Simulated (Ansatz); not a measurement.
## Ta: energy change per atom and pressure against volume scale

Results calculated with Ansatz 0.2.0, not measured. Plane-wave DFT, scalar-relativistic PAW made under PBE with cores redone for the functional, no dispersion; the given relaxed cell is scaled uniformly, energy at zero smearing counts from the unscaled cell, pressure at the given Fermi-Dirac smearing is positive in compression.

The cell before it is scaled or strained (space group Pm-3m, No. 221):
```
Ta
1.0
      2.6838     0.0000     0.0000
      0.0000     2.6838     0.0000
      0.0000     0.0000     2.6838
Ta
1
Direct
  0.00000 0.00000 0.00000
```

Settings of every row: spin polarised no; functional LDA; wave cutoff 420 eV; smearing width 0.1 eV; k mesh 13x13x13.

Atom starting moment: 0 on all atoms.

Limits: no spin-orbit coupling, which can matter with elements this heavy; the cell comes from a prototype or a list of computed structures and needn't be the stable phase.

```csv
row,volume scale,V (Å³/atom),energy change per atom (meV),pressure (GPa)
1,0.88,17.011,170.34,26.76
2,0.92,17.784,?,?
3,0.96,18.558,14.98,7
4,1.04,20.104,16.76,-6.15
5,1.08,20.877,59.5,-11
6,1.12,21.651,123.55,-14.98
```

Question: what energy change per atom and pressure should row 2 give?

Worked fit of energy change per atom. Take u = (V_r/V)^(2/3) − 1 with V_r = 20.104 Å³ an atom, which is twice the finite (Eulerian) strain; such expansions in the strain, on which the Birch-Murnaghan equation of state is built, carry the rest volume and the bulk modulus. The shown rows have u = 0.11781, 0.05479, 0, -0.02484, -0.04822. Least squares give energy change per atom = 16.754 − 1193.233 × u + 21193.88 × u² meV; a straight line predicts inner rows, each left out in turn, worse (root mean square 70 against 0.037 meV). The rows lie off it by 0.01, -0.02, 0.01, 0.03, -0.02. Its lowest point lies at u = 0.0282, or V = 19.28 Å³ an atom, and the curvature there gives the bulk modulus at fixed shape and fractions, B = (4/9)(1 + u)² E″(u)/V = 165 GPa. The withheld row has u = 0.08518, so the fit gives 16.754 − 1193.233 × (0.08518) + 21193.88 × (0.08518)² = 68.89 meV.

The calculation gave 68.81 meV. The fit lies 0.08 meV (0.051 % of the column's range) above it; its largest miss of a shown row is 0.03 meV.

Worked fit of pressure. Take u = (V_r/V)^(2/3) − 1 with V_r = 20.104 Å³ an atom, which is twice the finite (Eulerian) strain; such expansions in the strain, on which the Birch-Murnaghan equation of state is built, carry the rest volume and the bulk modulus. The shown rows have u = 0.11781, 0.05479, 0, -0.02484, -0.04822. Least squares give pressure = −6.202 + 209.664 × u + 593.74 × u² GPa; a straight line predicts inner rows, each left out in turn, worse (root mean square 2 against 0.11 GPa). The rows lie off it by 0.02, -0.07, 0.05, 0.04, -0.05 (root mean square 0.049 GPa). The pressure vanishes at u = 0.0274, or V = 19.3 Å³ an atom, and there the bulk modulus at fixed shape and fractions is B = −V dP/dV = (2/3)(1 + u) dP/du = 166 GPa. The withheld row has u = 0.08518, so the fit gives −6.202 + 209.664 × (0.08518) + 593.74 × (0.08518)² = 15.97 GPa.

The calculation gave 15.86 GPa. The fit lies 0.11 GPa (0.26 % of the column's range) above it; its largest miss of a shown row is 0.07 GPa.
